The top of the valence band of germanium is a $J=3/2$ quartet. In a magnetic field it gives four Landau ladders with unequal steps, and a $2\times2$ matrix shows this exactly. I will solve that matrix and then add a uniaxial stress that pulls the ladders apart.

\section*{Conventions and Hamiltonian}

The field $B$ is along $z$, the electron charge is $-e$, and $\hbar\mathbf k=\mathbf p+e\mathbf A$, so $[k_x,k_y]=-i/\ell^2$ with $\ell^2=\hbar/eB$. I reverse the sign of the electron energy, so hole energies count upward, and $m$ is the $J_z$ of the vacated electron state. The energy unit is $\hbar\omega_0=\hbar eB/m_0$. With $\gamma_2=\gamma_3=g$, $k_z=0$ and $\{A,B\}=(AB+BA)/2$, the Hamiltonian of Luttinger (1956) plus a strain term is
\begin{equation}
\frac{H}{\hbar\omega_0}=\ell^2\Big[\big(\gamma_1+\tfrac52 g\big)\frac{k_x^2+k_y^2}{2}-g\big(k_x^2J_x^2+k_y^2J_y^2+2\{k_x,k_y\}\{J_x,J_y\}\big)\Big]+\kappa J_z+s\big(J_z^2-\tfrac54\big).
\label{eq:H}
\end{equation}
The last term raises $m=\pm3/2$ by $s$ and lowers $m=\pm1/2$ by $s$. Set $a=\ell(k_x-ik_y)/\sqrt2$, so that $[a,a^\dagger]=1$ and $N=a^\dagger a$. Then
\begin{equation}
\frac{H}{\hbar\omega_0}=\Big[\gamma_1+g\big(J_z^2-\tfrac54\big)\Big]\big(N+\tfrac12\big)+\kappa J_z+s\big(J_z^2-\tfrac54\big)-\frac g2\big(a^2J_+^2+a^{\dagger2}J_-^2\big).
\label{eq:Ha}
\end{equation}
The sum $N+J_z$ is conserved and $m$ changes only by two. A state $|m,N\rangle$ therefore has at most one partner. Since $\langle\tfrac32|J_+^2|{-\tfrac12}\rangle=\langle\tfrac12|J_+^2|{-\tfrac32}\rangle=2\sqrt3$, the pairs $(|\tfrac32,n-2\rangle,|{-\tfrac12},n\rangle)$ and $(|\tfrac12,n-2\rangle,|{-\tfrac32},n\rangle)$ give, with $w_n=\sqrt{3n(n-1)}\,g$,
\begin{align}
H_a&=\begin{pmatrix}(\gamma_1+g)(n-\frac32)+\frac32\kappa+s&-w_n\\-w_n&(\gamma_1-g)(n+\frac12)-\frac12\kappa-s\end{pmatrix},\\
H_b&=\begin{pmatrix}(\gamma_1-g)(n-\frac32)+\frac12\kappa-s&-w_n\\-w_n&(\gamma_1+g)(n+\frac12)-\frac32\kappa+s\end{pmatrix}.
\end{align}
Each eigenvalue is the mean of the diagonal plus or minus a root:
\begin{align}
\epsilon_a^\pm(n)&=\gamma_1n-\big(\tfrac12\gamma_1+g-\tfrac12\kappa\big)\pm\sqrt{(gn+\delta_a)^2+3g^2n(n-1)},&\delta_a&=s-\gamma_1+\kappa-\tfrac12g,\label{eq:a}\\
\epsilon_b^\pm(n)&=\gamma_1n-\big(\tfrac12\gamma_1-g+\tfrac12\kappa\big)\pm\sqrt{(gn+\delta_b)^2+3g^2n(n-1)},&\delta_b&=s+\gamma_1-\kappa-\tfrac12g.\label{eq:b}
\end{align}
At $s=0$ these are Luttinger's ladders.

\textbf{Question.} \emph{What happens at $n=0$ and $1$, where $N=n-2$ is negative?}

The first basis state is absent, $w_n=0$, and only the lower-right entry is a level. It lies on the plus branch of $b$ when $gn+\delta_b>0$, and on the plus branch of $a$ when $gn+\delta_a<0$. The other sign is spurious.

\section*{Unstressed ladders}

Typical values for Ge are $\gamma_1=13.4$, $\gamma_2=4.2$, $\gamma_3=5.7$ and $\kappa=3.4$. The spherical average is $g=(2\gamma_2+3\gamma_3)/5=5.1$. At $s=0$, $\delta_a=-12.55$ and $\delta_b=7.45$, so the single levels sit on the plus branches and the minus branches begin at $n=2$. The model's steps $\epsilon(n+1)-\epsilon(n)$ are:

\begin{center}
\begin{tabular}{c|cccccc}
$n$&0&1&2&3&4&$\infty$\\\hline
$a^+$&8.3&18.7&22.5&23.2&23.4&23.6\\
$b^+$&18.5&22.5&23.2&23.4&23.5&23.6\\
$a^-$&--&--&4.3&3.6&3.4&3.2\\
$b^-$&--&--&3.6&3.4&3.3&3.2
\end{tabular}
\end{center}

The general statement follows from expanding the root at large $n$, for either $\delta$:
\begin{equation}
\sqrt{(gn+\delta)^2+3g^2n(n-1)}=2gn+\frac{2\delta-3g}{4}+\frac{C}{n}+\dots,\qquad C=\frac{3(2\delta+3g)(2\delta-g)}{64g}.
\label{eq:asym}
\end{equation}
The steps tend to $\gamma_1\pm2g$ with a departure $\mp C/n^2$. The limits are the inverse light and heavy masses of the field-free spherical bands, here $0.042\,m_0$ and $0.31\,m_0$. The first steps of the plus ladders are exactly $\gamma_1-g$ and $\gamma_1+g$, far from either limit.

\textbf{Question.} \emph{Are these steps what cyclotron resonance sees?}

At $k_z=0$, yes. The in-plane velocity component that raises $N+J_z$ by one contains $a^\dagger$ and $aJ_+^2$. It keeps a hole within $a$ or within $b$ and takes $n$ to $n+1$. Lines between a plus and a minus branch obey the same rule. A finite $k_z$ joins $a$ and $b$ into $4\times4$ blocks.

\section*{Compression along the field}

Let the field and a compressive stress of magnitude $X$ lie along $[001]$. The Bir--Pikus term in hole energy is $b(\varepsilon_{zz}-\varepsilon_{xx})(J_z^2-\frac54)$, apart from a uniform shift. Cubic elasticity gives $\varepsilon_{zz}-\varepsilon_{xx}=-X/(C_{11}-C_{12})$, so
\begin{equation}
S=s\,\hbar\omega_0=-\frac{bX}{C_{11}-C_{12}}.
\end{equation}
The compiled constants are $C_{11}=129$ GPa and $C_{12}=48$ GPa (R{\aa}sander 2015, temperature not stated), and a typical shear deformation potential is $b=-2.2$ eV. For $X=0.2$ GPa the strain difference is $-2.47\times10^{-3}$ and $S=5.43$ meV. At $B=0.2$ T, $\hbar\omega_0=23.15\ \mu$eV and $s=235$. Positive $s$ puts the $\pm1/2$ pair lowest.

For $s\gg gn$ and $s\gg\gamma_1$ the root equals $gn+\delta+w_n^2/2s+\dots$, and each level has a nearly pure $m$:
\begin{align}
\epsilon_{\pm1/2}&=-s+(\gamma_1-g)(N+\tfrac12)\pm\tfrac12\kappa-\frac{3g^2n(n-1)}{2s},\\
\epsilon_{\pm3/2}&=+s+(\gamma_1+g)(N+\tfrac12)\pm\tfrac32\kappa+\frac{3g^2n(n-1)}{2s}.
\end{align}
Here $n=N$ for negative $m$ and $n=N+2$ for positive $m$. As $s\to\infty$ the ladders decouple and become even, with steps $\gamma_1-g=8.3$ and $\gamma_1+g=18.5$, or in-plane masses $0.120\,m_0$ and $0.054\,m_0$. At finite $s$ the step from $n$ to $n+1$ moves by $-3g^2n/s$ in the $1/2$ ladders and by $+3g^2n/s$ in the $3/2$ ladders, with $3g^2/s=0.33$. The exact steps $N\to N+1$ from Eqs.~(\ref{eq:a}) and (\ref{eq:b}) at $s=235$ follow. The second decimal only displays this drift within the model.

\begin{center}
\begin{tabular}{c|c|ccc}
$m$&branch&$0\to1$&$1\to2$&$2\to3$\\\hline
$-1/2$&$a^-$&8.30&7.96&7.65\\
$+1/2$&$b^-$&7.70&7.43&7.18\\
$-3/2$&$b^+$&18.50&18.81&19.10\\
$+3/2$&$a^+$&19.15&19.44&19.71
\end{tabular}
\end{center}

The first-order rule gives $7.97$ for $n=1$, against $7.96$, and $7.64$ for $n=2$, against $7.65$ in $a^-$ and $7.70$ in $b^-$. The two single levels of block $a$ have changed membership. They began the light ladder at zero stress, and now that $gn+\delta_a>0$ they begin the $-1/2$ ladder. Their separation is $\gamma_1-g$ at every stress, which is 46 GHz at 0.2 T in the model.

\textbf{Question.} \emph{Your stressed steps approach $\gamma_1\pm g$. Does this contradict the limit $\gamma_1\pm2g$?}

No, because the limits $s\to\infty$ and $n\to\infty$ do not commute. Equation~(\ref{eq:asym}) holds for any finite $s$, which enters only through $\delta$. The crossover lies near $n\sim s/g=46$. The table shows the start of the drift: the $1/2$ steps fall from 8.3 toward 3.2 and the $3/2$ steps rise from 18.5 toward 23.6. Stress stretches the uneven region from a few levels to dozens and makes it gentle.

\textbf{Question.} \emph{Which of these lines would be populated?}

At 4.2 K, $k_BT=0.36$ meV. This exceeds the lowest step, 0.19 meV, and is far below $2S=10.9$ meV. Several levels of the $1/2$ ladders hold carriers and the $3/2$ ladders are empty. With $s<0$, as for a layer compressed in the plane normal to the field, the roles are exchanged.

\section*{What the model omits}

\textbf{Question.} \emph{Germanium has $\gamma_2\ne\gamma_3$. How much survives?}

For $B\parallel[001]$ three things change in Eq.~(\ref{eq:Ha}). The diagonal $g$ becomes $\gamma_2$. The coupling $g$ becomes $(\gamma_2+\gamma_3)/2=4.95$. A new term $\frac14(\gamma_3-\gamma_2)(a^{\dagger2}J_+^2+a^2J_-^2)$ links $n$ to $n\pm4$, with strength $(\gamma_3-\gamma_2)/2=0.75$ on the scale of that 4.95. At zero stress the heavy ladder suffers most, because its step is a small difference. The field-free inverse heavy mass is $\gamma_1-2\gamma_2=5.0$ along $\langle100\rangle$ and $\gamma_1-\sqrt{\gamma_2^2+3\gamma_3^2}=2.7$ along $\langle110\rangle$, so the spherical 3.2 is only an average. Under large stress both couplings are suppressed as $1/s$ and the diagonal remains. The decoupled steps are then $\gamma_1-\gamma_2=9.2$ and $\gamma_1+\gamma_2=17.6$, with masses $0.109\,m_0$ and $0.057\,m_0$. The spherical $1/2$ step is 10 per cent below its cubic counterpart. Luttinger's cubic Zeeman term $qJ_z^3$, also dropped, shifts each $m$ by a constant and leaves decoupled steps alone.

\textbf{Question.} \emph{Can you not simply press harder?}

The split-off band then enters, at the compiled $\Delta_{\rm so}=0.3$ eV (Peralta 2006). Treat the six states as $L=1$ orbitals times spin, with the same $\gamma$'s. The axial term is $3Q(L_z^2-\frac23)$ with $Q=S+g(N+\frac12)\hbar\omega_0$. It gives $+Q$ on $m=\pm3/2$, $-Q$ on $m=\pm1/2$, and a matrix element of size $\sqrt2\,Q$ between $|\frac32,m\rangle$ and $|\frac12,m\rangle$ for $m=\pm1/2$. Second order lowers the $1/2$ levels by $2Q^2/\Delta_{\rm so}$, and the cross term changes the step:
\begin{equation}
\gamma_1-g\;\to\;\gamma_1-g-\frac{4gS}{\Delta_{\rm so}}.
\end{equation}
At 0.2 GPa this correction is 0.37, which rivals the residual 0.33. It grows with stress, it shifts all $1/2$ steps alike, and it is absent from the table. The residual coupling falls as $B/X$ and spreads the steps. Decoupling in the four-band sense thus needs $3g^2n\,\hbar\omega_0\ll(\gamma_1-g)S$ together with $S\ll\Delta_{\rm so}$, and a weaker field widens that window where a larger stress cannot.